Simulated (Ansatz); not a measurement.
SbCl3 (antimony trichloride): methods side by side

The species is SbCl3 (4 atoms), meant as a singlet with charge 0. SMILES: `[Cl][Sb]([Cl])[Cl]`. The shape is that of a PBE0-D4/def2-TZVP optimisation.

Each level gives the electronic atomisation energy (eV). The values are calculated. Electronic energies at fixed atoms, without zero-point motion or spin-orbit coupling.

```json
{"level": "HF/def2-SVPD (core potential)", "kind": "Hartree–Fock", "program": "Ansatz", "value (eV)": "5.52", "less CCSD(T)/def2-SVPD": "-2.92", "CPU time (all runs)": "7.5 s"}
{"level": "SVWN5/def2-SVPD (core potential)", "kind": "LDA", "program": "Ansatz", "value (eV)": "11.90", "less CCSD(T)/def2-SVPD": "+3.46", "CPU time (all runs)": "9.1 s"}
{"level": "BLYP/def2-SVPD (core potential)", "kind": "GGA", "program": "Ansatz", "value (eV)": "9.40", "less CCSD(T)/def2-SVPD": "+0.96", "CPU time (all runs)": "13 s"}
{"level": "r2SCAN/def2-SVPD (core potential)", "kind": "meta-GGA", "program": "Ansatz", "value (eV)": "9.78", "less CCSD(T)/def2-SVPD": "+1.34", "CPU time (all runs)": "30 s"}
{"level": "B3LYP/def2-SVPD (core potential)", "kind": "global hybrid", "program": "Ansatz", "value (eV)": "9.24", "less CCSD(T)/def2-SVPD": "+0.80", "CPU time (all runs)": "20 s"}
{"level": "CAM-B3LYP/def2-SVPD (core potential)", "kind": "range-separated hybrid", "program": "Ansatz", "value (eV)": "9.18", "less CCSD(T)/def2-SVPD": "+0.74", "CPU time (all runs)": "23 s"}
{"level": "wB97M-V/def2-SVPD (core potential)", "kind": "range-separated hybrid", "program": "Ansatz", "value (eV)": "9.65", "less CCSD(T)/def2-SVPD": "+1.21", "CPU time (all runs)": "2.5 min"}
{"level": "MP2/def2-SVPD (core potential)", "kind": "perturbation theory", "program": "Ansatz", "value (eV)": "8.89", "less CCSD(T)/def2-SVPD": "+0.45", "CPU time (all runs)": "9.9 s"}
{"level": "CCSD(T)/def2-SVPD (core potential)", "kind": "coupled cluster or CI", "program": "Ansatz", "value (eV)": "8.44", "less CCSD(T)/def2-SVPD": "0.00", "CPU time (all runs)": "33 s"}
{"level": "CCSD/def2-SVPD (core potential)", "kind": "coupled cluster or CI", "program": "Ansatz", "value (eV)": "8.13", "less CCSD(T)/def2-SVPD": "-0.31", "CPU time (all runs)": "28 s"}
```

Differences are taken from CCSD(T)/def2-SVPD (core potential) for orientation; it has basis-set and higher-order errors of its own. Correlated wave functions underbind in double-zeta sets. The values span 5.52 to 11.90 eV. In the correlated wave-function rows the outer d shell of Sb is correlated, in sets not made for it. CPU times are rough (shared hosts, several kinds of processor and program).

Hartree–Fock recovers only 5.52 eV of the atomisation energy, against 8.44 eV with CCSD(T), so correlation supplies a substantial part of the binding. Forming three polar Sb–Cl bonds pairs electrons that are unpaired in the open-shell atoms, and the correlation within these new pairs, and between them and the chlorine lone pairs, is missing at the mean-field level. MP2 overshoots this contribution relative to CCSD(T), while CCSD falls short by 0.31 eV, the part due to connected triples.

SVWN5 errs the other way, as the local density approximation typically does, because it describes the inhomogeneous densities of the free atoms less well than that of the molecule. Gradient corrections remove much of this overbinding.

The CCSD(T) value itself lies well below the atomisation energy implied by established thermochemistry, most likely because the small basis recovers too little of the pair correlation. The positive offsets of the gradient-corrected and hybrid functionals therefore do not demonstrate true overbinding, and closeness to CCSD(T) here does not rank their accuracy.
